**Question**

I bent one C-H bond of the CH₃BBr radical and compared four levels of theory. The bend is the angle H4-C-B, only H4 moves, and the last column is the error of PBE-D4 against CCSD(T).

Rigid scan of the H4-C1-B2 bend in the gas-phase CH3BBr radical (doublet; atoms numbered as in C[B]Br, hydrogens last), computed with Ansatz 0.2.0: unrestricted, def2-TZVPP, with Br 3d correlated and deeper cores frozen in MP2 and CCSD(T). Energies at each level are relative to the PBE0-D4/def2-TZVP minimum at 106.4°, whose other coordinates are held fixed.

```
bend (°)  CCSD(T) (eV)  PBE-D4 (eV)  B3LYP-D4 (eV)  MP2 (eV)  PBE-D4 less CCSD(T) (eV)
    76.3        0.5392       0.5046         0.5552    0.5288                   -0.0346
    83.8        0.3059       0.2902         0.3188    0.2994                   -0.0157
    91.3        0.1365       0.1327         0.1458    0.1331                   -0.0038
    98.8        0.0336       0.0350         0.0385    0.0324                    0.0014
   106.3        0.0000       0.0000         0.0000    0.0000                    0.0000
   113.8        0.0373       0.0300         0.0321    0.0376                   -0.0073
   121.3        0.1461       0.1259         0.1355    0.1460                   -0.0202
   128.8        0.3260       0.2876         0.3099    0.3247                   -0.0384
   136.3        0.5757       0.5137         0.5539    0.5723                   -0.0620
```

I can't rank the two density functionals. PBE-D4 is too low at both ends, but much more so at 136.3° than at 76.3°. B3LYP-D4 is too high at one end and too low at the other. Which level is good enough for vibrations, which for strongly bent structures, and is CCSD(T) worth its price?

**Answer**

Your two end points become easier to read if you take them as a pair. They lie 30° on either side of 106.3°, practically the minimum, where all curves are set to zero. An error in stiffness has the same sign on both sides, because it makes the whole valley too shallow or too steep. An error in tilt changes sign, because it favours one direction of bending over the other. The mean of the two errors therefore measures stiffness, and half their difference measures tilt.

For PBE-D4 the errors are −0.035 eV at 76.3° and −0.062 eV at 136.3°. Their mean is −0.048 eV, while the tilt contributes only 0.014 eV, which is added on one side and subtracted on the other. PBE-D4 is thus mainly too soft, and the lopsided look comes from a smaller tilt on top. The same tilt explains why PBE-D4 lies slightly above CCSD(T) at 98.8°, where the softness is still tiny.

For B3LYP-D4 the errors are +0.016 and −0.022 eV. They nearly cancel in the mean, so the stiffness is almost right and what remains is tilt. This is a trap for one-sided scans. From the small angles alone you would call B3LYP-D4 too stiff, and from the wide angles alone too soft.

The softness of PBE-D4 is remarkably regular. Taken pair by pair, from the innermost to the outermost angles, it amounts to between 8 and 9% of the CCSD(T) rise. Apart from the tilt, the PBE-D4 curve is close to the CCSD(T) curve multiplied by one constant factor. The output below lists this comparison, which uses sums and differences of the table's energies and no fitted parameter.

For vibrations, this factor can be turned into an estimate. In a harmonic well the wavenumber goes as the square root of the curvature, and the curvature is proportional to the summed rise of the innermost pair, 98.8° and 113.8°:

PBE-D4 / CCSD(T) = (0.0350 + 0.0300) / (0.0336 + 0.0373) = 0.917

√0.917 = 0.96

PBE-D4 should therefore place a vibration along this cut about 4% too low. A real normal mode moves several atoms at once, so the figure carries over only roughly.

Why should PBE be soft? Bending moves the C-H electron pair out of its best direction and brings it closer to neighbouring electrons. At 76.3°, where H4 leans towards boron's formally empty p orbital, Hartree-Fock theory overstates the price, because it leaves out the correlated motion by which electrons avoid one another. It gives a rise of 0.65 eV, against 0.54 eV with CCSD(T). Electron correlation lowers the cost of bending at this angle, and a good method has to supply the right amount of that relief.

PBE errs in the opposite direction. Semilocal functionals are known to make many bends too soft. A possible cause is that their approximate exchange is too lenient towards electron density that spreads over several atoms. Too strong an attraction between the C-H bond and boron's empty orbital cannot be the whole story, because the PBE-D4 error is larger at wide angles, where H4 moves away from boron. B3LYP includes a share of exact exchange, which usually stiffens such motions, and its better stiffness here fits that picture. The comparison does not prove it, since the two functionals also differ in their semilocal exchange and in their correlation part.

The tilt has a different character. It means that each level would choose a slightly different angle for its own minimum along this cut. All levels were given the same PBE0-D4 structure, so a level that prefers another angle feels a small force at the starting point. Letting each level relax its own structure might remove part of the tilt, but these single-point energies do not test that.

MP2 does well because this radical is an easy case for it. No bond is stretched, and one determinant describes the electrons well, so the correlation energy can be treated as a modest correction. Its largest error is 0.010 eV, at 76.3°. CCSD without the triples correction is 0.015 eV too high at that angle, so the cheaper method comes closer to CCSD(T) than the more elaborate one. That suggests that some of MP2's success there is a compensation of errors.

How much this matters depends on the purpose. Within 7.5° of 106.3° every level agrees with CCSD(T) to better than 0.01 eV, well below the thermal energy of 0.026 eV at room temperature. As far as this one bend can tell, PBE-D4 is adequate for a starting structure or a first set of vibrations, if you accept a wavenumber that is a few per cent too low. Bond lengths and the other vibrations were not tested. B3LYP-D4 is the better functional here when the curvature itself is wanted.

Strongly bent structures are more demanding. The PBE-D4 error at 136.3° exceeds 1 kcal/mol, or 0.043 eV. If an error of 0.062 eV entered a reaction barrier uncancelled, it would change a room-temperature rate by a factor of about ten. B3LYP-D4 would be off by a factor of about two. Your scan is not itself such a barrier: H4 is pushed towards the other two hydrogens at wide angles while nothing else may yield, so a relaxed path would rise less.

The same distinction applies if the radical is used in a model of how boron-containing precursors break up during film growth or doping. The softness of one bend enters the vibrational terms only mildly. The bond energies that decide which fragments form need a test of their own.

On cost, the formal scaling is a rough guide. When a molecule doubles in size, the work grows about 32-fold for MP2 and 128-fold for CCSD(T), but only about 8- to 16-fold for the functionals, with B3LYP dearer than PBE because of its exact exchange. For six atoms CCSD(T) is still affordable at a few selected angles. For larger molecules of the same well-behaved kind, MP2 is a sensible middle step. Differences of a few meV should not guide the choice. All levels share one finite basis, and correlated methods such as CCSD(T) usually converge more slowly with its size than density functionals do, so the smallest errors listed here can still shift.

A practical check follows for similar bends: compute two points at equal distances on either side of the minimum with the cheap level and with CCSD(T). The mean of the two errors shows whether the stiffness is wrong, and half their difference shows the tilt. Don't judge by the signs alone: at 98.8° and 113.8° the PBE-D4 errors have opposite signs, yet the curve is still about 8% too soft.

Numerical output:

```
Error against CCSD(T) in eV:
    row   PBE-D4  B3LYP-D4      MP2
   76.3  -0.0346     0.016  -0.0104
   83.8  -0.0157    0.0129  -0.0065
   91.3  -0.0038    0.0093  -0.0034
   98.8   0.0014    0.0049  -0.0012
  106.3        0         0        0
  113.8  -0.0073   -0.0052   0.0003
  121.3  -0.0202   -0.0106  -0.0001
  128.8  -0.0384   -0.0161  -0.0013
  136.3   -0.062   -0.0218  -0.0034
Largest absolute error of PBE-D4, eV: 0.062
Largest absolute error of B3LYP-D4, eV: 0.0218
Largest absolute error of MP2, eV: 0.0104
PBE-D4 error at 76.3 degrees, percent of the CCSD(T) rise: -6.417
PBE-D4 error at 136.3 degrees, percent of the CCSD(T) rise: -10.77
PBE-D4 stiffness error, pair at 7.5 degrees, percent: -8.322
PBE-D4 stiffness error, pair at 15 degrees, percent: -8.493
PBE-D4 stiffness error, pair at 22.5 degrees, percent: -8.561
PBE-D4 stiffness error, pair at 30 degrees, percent: -8.664
B3LYP-D4 stiffness error, pair at 30 degrees, percent: -0.5202
MP2 stiffness error, pair at 30 degrees, percent: -1.238
PBE-D4 tilt, half the difference of the outer errors, eV: -0.0137
B3LYP-D4 tilt, half the difference of the outer errors, eV: -0.0189
MP2 tilt, half the difference of the outer errors, eV: 0.0035
Harmonic estimate of the PBE-D4 wavenumber error, percent: -4.251
Hartree-Fock rise at 76.3 degrees, eV: 0.6514
CCSD rise at 76.3 degrees, eV: 0.5543
Hartree-Fock less CCSD(T) at 76.3 degrees, eV: 0.1122
CCSD less CCSD(T) at 76.3 degrees, eV: 0.01507
Change of the PBE rise by D4 at 76.3 degrees, eV: -0.001056
Thermal energy kT at 298 K, eV: 0.02568
One kcal/mol, eV: 0.04336
Number of angles where PBE-D4 errs by more than 1 kcal/mol: 1
Formal cost factor of MP2 when the molecule doubles: 32
Formal cost factor of CCSD(T) when the molecule doubles: 128
```
